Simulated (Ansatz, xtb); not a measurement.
# C2H10AlClOSi: which of two isomers lies lower

Structure I is `C[SiH2][OH+][Al@H-]([CH3])[Cl]`, a singlet and structure II is `[CH3][Al-]([CH3])([Cl])[OH+][SiH3]`, a singlet. Both are isolated molecules in the gas phase, relaxed with PBE0-D4/def2-SVP; the shapes shown needn't be the lowest conformers.

I (Å):

```xyz
16

C    -0.8136   -3.4570    0.4437
C    -1.1819    1.8705   -0.9896
Al   -1.7036    0.1020   -0.3236
Cl   -1.5351   -0.1898    1.8217
O    -0.0974   -0.9384   -0.7987
Si    0.5778   -2.3002    0.0562
H    -0.4105   -4.3873    0.8743
H    -1.3779   -3.7078   -0.4669
H    -1.4956   -2.9955    1.1726
H     1.3198   -1.7939    1.2387
H     1.5480   -2.8600   -0.9307
H     0.5154   -0.4340   -1.3500
H    -2.8992   -0.7332   -0.9613
H    -1.0453    1.8941   -2.0852
H    -0.2537    2.2415   -0.5222
H    -1.9644    2.6142   -0.7619
```

II (Å):

```tsv
atom	x (Å)	y (Å)	z (Å)
C	0.5812	1.3550	1.9814
C	-1.1537	-1.5923	2.3321
Al	-0.3633	-0.1886	1.2263
Cl	-1.4113	0.2052	-0.6515
O	1.0774	-1.0900	0.1701
Si	2.7729	-1.1500	0.4140
H	-0.1224	2.0194	2.5118
H	1.3477	1.0661	2.7221
H	1.0735	1.9703	1.2097
H	-0.4485	-1.9687	3.0932
H	-2.0367	-1.2170	2.8768
H	-1.4888	-2.4531	1.7309
H	0.7185	-1.0131	-0.7329
H	2.9268	-1.3555	1.8740
H	3.3871	0.1247	-0.0426
H	3.2967	-2.2985	-0.3723
```

**Question.** Which of the two would you expect CCSD(T)/def2-SVP + ΔMP2/def2-TZVPP electronic energies to favour?

**Answer.** Structure I; the calculation gives E(II) − E(I) = +11.6 kJ/mol.

Level by level:

| level | geometry | E(II) − E(I) (kJ/mol) | departure from the last row (kJ/mol) | job, with rough time for the two |
| --- | --- | --- | --- | --- |
| PBE0-D4/def2-SVP | PBE0-D4/def2-SVP | +16.5 | +4.9 | optimisation, 2.6 min |
| HF/def2-SVP | PBE0-D4/def2-SVP | +17.2 | +5.6 | part of the CCSD(T) run |
| MP2/def2-SVP | PBE0-D4/def2-SVP | +16.4 | +4.8 | part of the CCSD(T) run |
| CCSD(T)/def2-SVP | PBE0-D4/def2-SVP | +16.3 | +4.6 | single point |
| CCSD(T)/def2-SVP + ΔMP2/def2-TZVPP | PBE0-D4/def2-SVP | +11.6 |  | single point, 51 s |

As drawn, II has 1 C–Al, 1 Si–H in place of 1 C–Si, 1 Al–H.

None of the levels shown reverses the order. The largest departure from CCSD(T)/def2-SVP + ΔMP2/def2-TZVPP is that of HF/def2-SVP, 5.6 kJ/mol. Levels run at GFN2-xTB geometries aren't shown. The last row adds to CCSD(T) the change of the MP2 difference between the two basis sets, here −4.6 kJ/mol.

With thermal terms from frequencies at re-optimised GFN2-xTB minima (ideal gas, soft modes damped towards free rotors, one conformer each, 298.15 K, 1 atm): the zero-point term adds −2.6 kJ/mol; ΔH is +11.2 and ΔG +5.8 kJ/mol.

The correlated steps freeze 18 core orbitals. Mirror images aren't counted in ΔG. Codes used: Ansatz 0.2.0, xtb 6.7.1; the last row on 2 threads of Intel(R) Xeon(R) 6975P-C (Granite Rapids) on a shared host.

Structure I is favoured, but only modestly. Both isomers are silanol–alane adducts that differ by exchange of a methyl group and a hydride between silicon and aluminium, so bond types largely cancel. This explains why Hartree–Fock already gives nearly the same difference as CCSD(T) in the small basis, where enlarging the basis matters more than correlation.

Part of the preference probably lies in the dative O→Al bond. Methyl on silicon makes the oxygen a slightly better donor, while replacing methyl by hydride on aluminium leaves a stronger Lewis acid. The shorter Al–O and longer Si–O distances in I fit this picture. A difference in intrinsic bond strengths between Si–C plus Al–H and Al–C plus Si–H may also play a part, in either direction, and the total energies don't separate the two.

In II the hydroxyl hydrogen points towards chlorine, which suggests a weak intramolecular hydrogen bond that I lacks in the shape drawn. II therefore lies higher despite this contact, and a rotamer of I that gained it could widen the gap.
